## Results and discussion

The run moves one sulfur vacancy of charge +2 through a cell of Na₄Li₄Zn₄S₈, in PBEsol, so the formula Na₄Li₄Zn₄S₇ names a defect cell and not a phase. The image number labels the structures along the band, from the relaxed start (0) to the relaxed end (4). The image path length s is the distance accumulated along the band, and the image energy E is counted from image 0. The discussion follows images 0, 2 and 4, with image 1 as the place where the simple model fails.

Calculated values. Climbing-image nudged elastic band for the jump of a sulfur vacancy of charge +2 in a fixed 19-atom cell, Na₄Li₄Zn₄S₇, with three inner images between relaxed ends. Ansatz 0.2.0, plane-wave PAW DFT with PBEsol, scalar-relativistic, no spin polarisation, cutoff 420 eV, Gamma-centred 4×4×4 k mesh, Gaussian smearing of 0.05 eV. Energies are free energies.

```
image number  image path length (Å)  image energy (eV over image 0)
           0                  0.000                           0.000
           1                  1.516                           0.714
           2                  3.032                           1.567
           3                  4.238                           1.141
           4                  5.446                           0.784
```

### 1. In which direction is the jump harder?

It is harder forwards. Image 2 is the highest point, so the forward barrier is its energy, 1.567 eV. Image 4 lies D = 0.784 eV above the start, which leaves 0.783 eV for the return. The two barriers share one summit and differ by exactly D, here almost exactly half of the forward barrier.

### 2. Why do the two ends differ at all?

If the vacancy moved by a lattice translation of the host, the two end cells would be copies of each other and D would vanish by symmetry. The cell holds four primitive cells of NaLiZnS₂, each with two sulfur sites, and its shortest primitive translation works out at 3.92 Å. The jump of this run is 3.855 Å, shorter than any translation. Geometry and the non-zero D together argue that the vacancy changes from one sulfur sublattice to the other.

Why one site costs more is a guess that these data don't test. Taking out S²⁻ breaks its bonds to the neighbouring cations, and a different share of Zn²⁺ and Li⁺ around the two sites would make that cost unequal. An end structure caught in a higher local minimum would look the same in the table.

### 3. How does the end difference shape the barrier?

A ball on a tilted corrugated sheet is the simpler system. On a level sheet the crest lies midway between two troughs; raising one side makes the climb towards it higher and moves the crest towards the raised trough. The analogy holds for one coordinate and a corrugation that the tilt leaves unchanged. In the crystal many atoms move, and whatever makes the sites unequal may reshape the hump as well.

With x = s/L, where L is the path length of image 4, a form that is flat at both relaxed ends is

E(x) = D sin²(πx/2) + B sin²(πx).

The first term is the tilt and the second a symmetric hump of height B. Its slope is dE/dx = π sin(πx)[D/2 + 2B cos(πx)], which vanishes inside the path at cos(πx*) = −D/4B. For positive D the cosine is negative and the crest lies past the middle, which is Hammond's rule. Putting x* back into E gives a forward barrier of B + D/2 + D²/16B, the expression that Marcus theory obtains from two equal parabolas.

D is read from image 4 and B is fixed by the height of image 2, so these two energies are inputs. With D/2 = 0.392 eV and D²/16 = 0.0384 eV², the estimate runs as follows.

B + 0.0384/B = 1.567 − 0.392 = 1.175 eV, so B = 1.141 eV

cos(πx*) = −0.784/(4 × 1.141) = −0.172, so x* = 0.555

The position of image 2 was not fitted, and the table puts it at 3.032/5.446 = 0.557. Within the model the forward barrier is then mostly hump, plus half the tilt, plus a small term for the shifted crest.

### 4. How well does that picture hold?

It gets the side of the shift right, and so do the two other shapes fitted in the same way. A linear tilt puts the crest 0.12 Å before image 2 and two equal parabolas put it 0.16 Å after, while the smooth tilt misses by 0.01 Å. That last agreement is partly luck, since the remaining force on the band divided by the model curvature leaves the summit uncertain by about 0.05 Å. The numbers show a late crest; they favour the smooth tilt only mildly and don't prove that the tilt is the cause.

The failure is on the rising flank. The smooth model lies 0.098 eV above the table at image 1 and 0.022 eV above it at image 3, neither of which was fitted. The real hump is therefore narrower than one sine wave, though broader than the parabolas, which fall 0.36 eV below image 1. The analysis output printed after this text lists all residuals.

### 5. What would change if the two sites were made more alike?

At fixed B the forward barrier changes with D at the rate 1/2 + D/8B, which is 0.59 here. A substitution that shrank D would thus lower the forward barrier by somewhat more than half of that change and raise the backward one by the remainder. At D = 0 both would meet near 1.14 eV with the crest at mid-path. This is a statement about the model: a real change of cation would also alter B, and a single band can't separate the two.

### 6. Why is the path longer than the jump?

The band is 5.446 Å long, 1.41 times the jump. The sulfur atom may bend round an obstacle, and its neighbours may give way as it passes. The atoms around the old and the new vacancy can also sit differently in the two relaxed ends, which adds length even to a straight path. If the length is the ordinary distance in all atomic coordinates, and sulfur covers just the listed jump from end to end, two simple extremes are sulfur alone on an arc bowed by 1.6 Å, or sulfur going straight while the other atoms add 3.8 Å in quadrature. Where the truth lies between them is untested. Unless sulfur moves alone, x is a collective coordinate and not the position of one atom.

The history of the run shows how much relaxing the path is worth. Image 2 stood 8.0 eV above the start in the first band and ended at 1.567 eV. That drop lumps the detour of the sulfur atom with the give of its neighbours, and how far the fixed cell holds the neighbours back is untested.

### 7. Which digits can be trusted?

At these settings the iterations have settled the summit to about 0.01 eV or better; how far a higher cutoff or a denser k mesh would move it was not tried. Image 2 moved by 1.4 meV in the last iteration, in line with the 1 meV or so estimated from force squared over twice the curvature. Image 1 still moved by 16 meV, so even its second decimal is unsure, though its misfit in question 4 is several times larger. Images 1 and 3 are spaced by the band, half-way along each flank, and are not stationary states; three inner images could also step over a shallow intermediate minimum.

The electronic state at the summit is orderly. Formal charges give 4 + 4 + 8 − 14 = +2, the closed-shell count, and image 2 has a gap of 1.50 eV, wide against the smearing. Treating it without spin is reasonable for that image, and the barriers belong to this charge state only.

### 8. How far is this the barrier of an isolated vacancy?

Less far than the digits suggest. The order of the saddle was not checked, and although symmetry was switched off, a symmetric start can persist and read too high. The vacancy sits only 7.79 Å from its periodic copies in a fixed cell. The Coulomb energy of that array is of order 1 eV for a rough recalled dielectric constant of 10; it is the same for all images at leading order and cancels in E, but what survives of it and of the elastic coupling is untested. PBEsol also ran on datasets made for PBE, and the free energies contain no vibrations. The functional has an error of its own as well, which a run with one functional can't reveal.

Rates magnify these limits exponentially. At 300 K an error of 0.01 eV changes a rate by a factor of 1.5, and one of 0.1 eV by a factor of 48. The preference of site is sturdier: the Boltzmann weight exp(−D/kT) of the end against the start is about 10⁻¹³, so at these settings the vacancy lives on the start sublattice, provided that the end structure is not merely a higher local minimum of its site. The forward barrier belongs to this one jump and is not an activation energy for diffusion.

Output of the analysis:

```
rounding of table: 0.0005 eV, 0.0005 A; highest image 2
barrier forward 1.567, backward 0.783, end difference D 0.784 eV, D/forward 50.0 %, mean barrier 1.175 eV
step lengths (A): 1.516 1.516 1.206 1.208 | slopes (eV/A): +0.471 +0.563 -0.353 -0.296
peak at x = s/L = 0.557; rise over 3.032 A, fall over 2.414 A; mean slopes 0.517, 0.324 eV/A
height at mid-flank / barrier: image 1 0.456, image 3 0.456 (half wave 0.5, parabola 0.25)
models: D from table, B fixed by peak height; residual = model - table (eV)
 smooth tilt + wave: B 1.141 eV, peak x 0.555 (-0.010 A off), images 1-3: +0.098 -0.000 +0.022, worst image 1
 two equal parabolas: B 1.141 eV, peak x 0.586 (+0.159 A off), images 1-3: -0.360 -0.152 -0.132, worst image 1
 linear tilt + wave: B 1.162 eV, peak x 0.534 (-0.121 A off), images 1-3: +0.188 -0.005 -0.052, worst image 1
forward barrier = B 1.141 + D/2 0.392 + D^2/16B 0.034 eV; d(barrier)/dD = 0.586
iteration  0: images 1-3 over start (eV): 2.734 8.022 3.883
iteration  4: images 1-3 over start (eV): 0.564 1.652 1.191
iteration  5: images 1-3 over start (eV): 0.557 1.593 1.198
iteration  9: images 1-3 over start (eV): 0.730 1.568 1.136
iteration 10: images 1-3 over start (eV): 0.714 1.567 1.141
change in last iteration, images 1-3 (meV): -16.2 -1.4 +5.7
model curvature at peak 0.74 eV/A^2; final force 0.034 eV/A -> position 0.05 A, energy about 1 meV
path/jump = 5.446/3.855 = 1.413, excess 1.591 A
 limit 1, S alone on an arc: bow 1.6 A; limit 2, S straight: other atoms 3.8 A in quadrature
primitive cells in supercell 4; edges 3.92 3.92 6.74 A; angle a-b 120 deg
shortest primitive translation 3.92 A, 0.06 A above jump; vacancy to its image 7.79 A
formal charge 4(+1)+4(+1)+4(+2)+7(-2) = +2; S missing 12.5 %; image 2 half gap / smearing 15
point-charge image energy, L 7.1 A: unscreened about 11 eV, with rough dielectric constant 10 about 1 eV
300 K: end/start weight 7e-14; rates forward 5e-14, back 7e-01 /s; 0.01 eV -> x1.5, 0.1 eV -> x48
600 K: end/start weight 3e-07; rates forward 7e-01, back 3e+06 /s; 0.01 eV -> x1.2, 0.1 eV -> x7
900 K: end/start weight 4e-05; rates forward 2e+04, back 4e+08 /s; 0.01 eV -> x1.1, 0.1 eV -> x4
```
